## Results and discussion

### The Hartree–Fock row

The Hartree–Fock (HF) value of 10.224 eV looks out of place. In the two families of functionals that can be followed through the table, PBE to PBE0 and r2SCAN to r2SCANh to r2SCAN0, each addition of exact exchange raises the vertical ionisation energy of BBr$_3$. HF consists of exact exchange alone, yet it lies 0.092 eV below PBE0, which holds only a quarter of it. The explanation decides which level can be trusted here, because it separates two errors of the same sign and different origin.

Vertical ionisation energies of BBr3, from the neutral singlet to the doublet cation, computed with Ansatz 0.2.0 at the levels listed, all at the PBE0-D4/def2-SVP geometry of the neutral molecule. The GFN1-xTB values quoted in the text were computed with tblite 0.8.0 at an electronic temperature of 300 K, without a spin-polarisation term.

| result level | result ionisation energy (eV) |
| --- | --- |
| HF/def2-TZVP | 10.224 |
| PBE-D4/def2-TZVP | 9.834 |
| BLYP-D4/def2-TZVP | 9.665 |
| r2SCAN-D4/def2-TZVP | 10.113 |
| r2SCANh-D4/def2-TZVP | 10.264 |
| PBE0-D4/def2-TZVP | 10.316 |
| r2SCAN0-D4/def2-TZVP | 10.489 |
| wB97M-V/def2-TZVP | 10.689 |

The column "result level" names the method and basis. The column "result ionisation energy", written $I$ below, is the energy of the doublet cation minus that of the neutral molecule. Every row uses the same PBE0-D4/def2-SVP structure, nearly trigonal planar with B–Br close to 1.90 Å, so no change of shape enters the differences between rows. The eight values span 1.024 eV, which is 10% of their mean.

### How exact exchange moves the ionisation energy

A global hybrid replaces a fraction $a$ of the semilocal exchange energy $E_x^{\rm sl}$ by the exact exchange energy $E_x^{\rm ex}$. The energy is stationary with respect to the orbitals, so its derivative with respect to $a$ is the difference of these two terms at the current orbitals. Taking ion minus neutral, marked by $\Delta$, gives to first order

$$I(a) \approx I(0) + s\,a, \qquad s = \Delta\left(E_x^{\rm ex} - E_x^{\rm sl}\right).$$

The slope $s$ was taken from the two end members of each family, and r2SCANh, with $a = 0.10$, was kept out as a check:

$$s = \frac{10.489 - 10.113}{0.25} = 1.504\ \text{eV}, \qquad I(0.10) = 10.113 + 0.10 \times 1.504 = 10.263\ \text{eV}.$$

The table has 10.264 eV for r2SCANh, which agrees within the 0.001 eV that rounding of the three entries allows. The linear term is built into the definition of a hybrid, so the agreement does not test any explanation of $s$. It does show that the line has no visible bend up to a quarter of exact exchange, where a switch of the cation to another state would normally leave a kink. The PBE family has a slope of 1.928 eV from two points only, so its linearity is untested. Both slopes also absorb any change of the dispersion correction between parent and hybrid.

The fraction $a$ alone does not fix $I$. A single least-squares line through the three semilocal and three global hybrid rows leaves a root-mean-square residual of 0.155 eV, with BLYP worst at 0.236 eV below the line. The parent functional matters about as much as a quarter of exact exchange: the three semilocal rows span 0.448 eV, while the step to 25% adds 0.376 eV in the r2SCAN family and 0.482 eV in the PBE family. r2SCAN starts 0.279 eV above PBE and has the smaller slope, so the gap narrows to 0.173 eV between their 25% hybrids, as it should when part of what distinguishes the parents is replaced by a common term.

### Why semilocal functionals come out low

The standard picture of a boron trihalide puts the first hole in an in-plane combination of the halogen lone pairs, of $a_2'$ symmetry, shared equally by the three atoms. That assignment comes from general theory. It has not been checked for the density-functional cations, and the HF cation departs from it, as the next section shows. Any of these cations may also sit in a state that is not the lowest doublet. A GFN1-xTB calculation at the same structure gives each bromine 0.268 e and boron 0.196 e of the added charge. This is consistent with an evenly shared hole, but it comes from a different method without spin polarisation, and with thermally smeared occupations that would also even out a hole in a degenerate pair of orbitals.

A shared hole is the situation in which delocalisation error acts. The exact energy of an atom with a fractional positive charge $q$ runs in a straight line between the neutral atom and the cation. A semilocal functional gives a curve that sags below this line, roughly $E(q) = qI_{\rm Br} - kq(1-q)$, where $I_{\rm Br}$ is the ionisation energy of the atom and $k$ measures the sag. The neutral molecule has no open shell and gains nothing comparable from the sag, whereas the cation has three atoms at $q = 1/3$. The cation is therefore placed too low, and $I$ comes out too small.

The size can be estimated to an order of magnitude. Three atoms gain $3k \cdot \tfrac13 \cdot \tfrac23 = 2k/3$, and a smooth parabola through the anion, atom and cation makes $k$ half the difference between ionisation energy and electron affinity. Rough recalled values for bromine, 12 and 3.4 eV, put the gain near 3 eV. The functional also lets the three partial charges repel each other, although a single hole has no self-repulsion, and three pairs of charges $e/3$ at distance $R$ cost $e^2/(4\pi\varepsilon_0 \cdot 3R)$. At $R = 3.29$ Å this returns about half of the gain and leaves a net lowering of the order of an electronvolt.

Exact exchange cancels the self-interaction that causes the sag, so a hybrid removes the lowering in proportion to $a$ and $s$ is positive. The estimate has the sign of both slopes and a similar order of magnitude, but as a difference of two larger crude terms it cannot confirm the mechanism. It also says that the sensitivity to $a$ should grow with the hardness of the atoms that share the hole and with their separation. That the slopes arise mainly from sharing between atoms is still a guess, because a difference between exact and semilocal exchange within one bromine atom would also tilt the line, and that contribution is untested.

The range-separated wB97M-V gives the highest value, 10.689 eV. Its weight of exact exchange grows with the distance between electrons, from 0.43 at one bohr to 0.99 at the Br–Br separation, so it corrects the interaction between atoms almost fully. On the PBE line its value would correspond to $a = 0.44$. Range separation is the likely cause of the rise, but the comparison does not isolate it, since the semilocal part and the dispersion term of this functional differ as well.

### Why HF is not the end of the line

Extending the two lines to $a = 1$ gives 11.76 and 11.62 eV, which lie 1.54 and 1.39 eV above HF. These numbers are fourfold extrapolations and carry no more than a qualitative message. A hybrid at $a = 1$ still contains a correlation functional, and HF contains none. Ionisation breaks up an electron pair, so the neutral molecule has more correlation energy than the cation, and a method that omits correlation usually underestimates $I$. This standard argument accounts for the sign of the gap but not for its size.

A second contribution is likely. In HF the energy of a fractionally charged atom bulges above the straight line, so a shared hole is penalised and an unrestricted cation may lower its energy by confining the hole to fewer atoms. The orbital levels show that the HF cation has indeed lost the threefold symmetry of the molecule. In the neutral molecule some empty levels form pairs equal to within 0.001 eV, as three equivalent bromine atoms require. Among the printed empty levels of the cation, no two of the same spin lie closer than 0.03 eV. The hole is therefore not shared equally, although $\langle S^2\rangle$ is 0.76, close to the 0.75 of a pure doublet, and gives no warning. The occupied core levels show where it sits: the 1s level of one bromine is set apart from those of the other two by about 4 eV, and the same split recurs in the other bromine cores. The HF hole is thus localised on a single bromine atom. This localisation lowers the HF cation, and with it $I$, by an amount that was not determined, since no HF cation with an evenly shared hole was computed. If the density-functional cations do share their hole, the lines drawn from small $a$ belong to a different kind of state, so the gap should not be read as a correlation energy. The closeness of HF to r2SCANh, 0.040 eV, is a coincidence of two different errors and gives no support to either value.

### Steps against the accuracy needed

When the rows are sorted by $I$, six of the seven steps exceed 1 kcal/mol (0.043 eV), the exception being HF to r2SCANh. Five exceed 0.1 eV, the second exception being r2SCANh to PBE0. None exceeds 0.3 eV, but the steps add, and even the four functionals that include some exact exchange cover 0.425 eV. Choosing a hybrid without regard to its parent and its exchange fraction thus leaves the result open by more than an assignment of close photoelectron bands can tolerate.

One outside anchor helps to orient the ladder. A rough recalled value of the adiabatic ionisation energy is 10.5 eV, and the vertical value is at least as large because the cation is held away from its own minimum. The calculations carry no spin–orbit term, which in bromine mixes the neighbouring lone-pair hole states and is expected to lower the first ionisation slightly. Both points suggest that a correct spin-free vertical value lies at or above the anchor, so shortfalls against it are lower limits. All rows share one triple-zeta basis, and its incompleteness is part of each deviation before the functional is blamed.

Measured against that anchor, BLYP and PBE fall short by about 0.8 and 0.7 eV and r2SCAN by about 0.4 eV. These three miss even a tolerance of 0.3 eV, suited to screening, and the direction of the miss is the one that delocalisation error predicts. They are the cheapest rows, with a formal cost growing roughly as the cube of the basis size. For a four-atom molecule that saving does not justify the error.

HF falls short by about 0.3 eV, and r2SCANh and PBE0 by about 0.2 eV. The two hybrids are marginal for screening, since the true shortfall may be larger. HF needs the same exchange integrals as a hybrid, with formal fourth-power scaling, so it saves little, and its cation has the hole localised on one bromine atom. The raw GFN1-xTB energy difference of 15.822 eV carries the known shift of that method and is no substitute for any row.

r2SCAN0 lies close to the anchor and wB97M-V about 0.2 eV above it, so the anchor speaks against neither. Agreement for one molecule is not a sufficient ground for choosing a level. A better reason to start from wB97M-V is its nearly full exact exchange at long range, which should limit delocalisation error in other shared holes too. The anchor is too rough, and too much a lower bound, to rank it against r2SCAN0. The 0.200 eV between them is a fair statement of the smallest uncertainty to attach to either, so neither is established to 0.1 eV. wB97M-V costs somewhat more through its range-separated integrals and nonlocal correlation term, and every row needs two self-consistent calculations. A target of 0.1 eV or better calls for a correlated wavefunction calculation in a larger basis with spin–orbit coupling, preceded by a check of the cation's spin density and of whether the core levels of the three bromine atoms stay together in the cation.
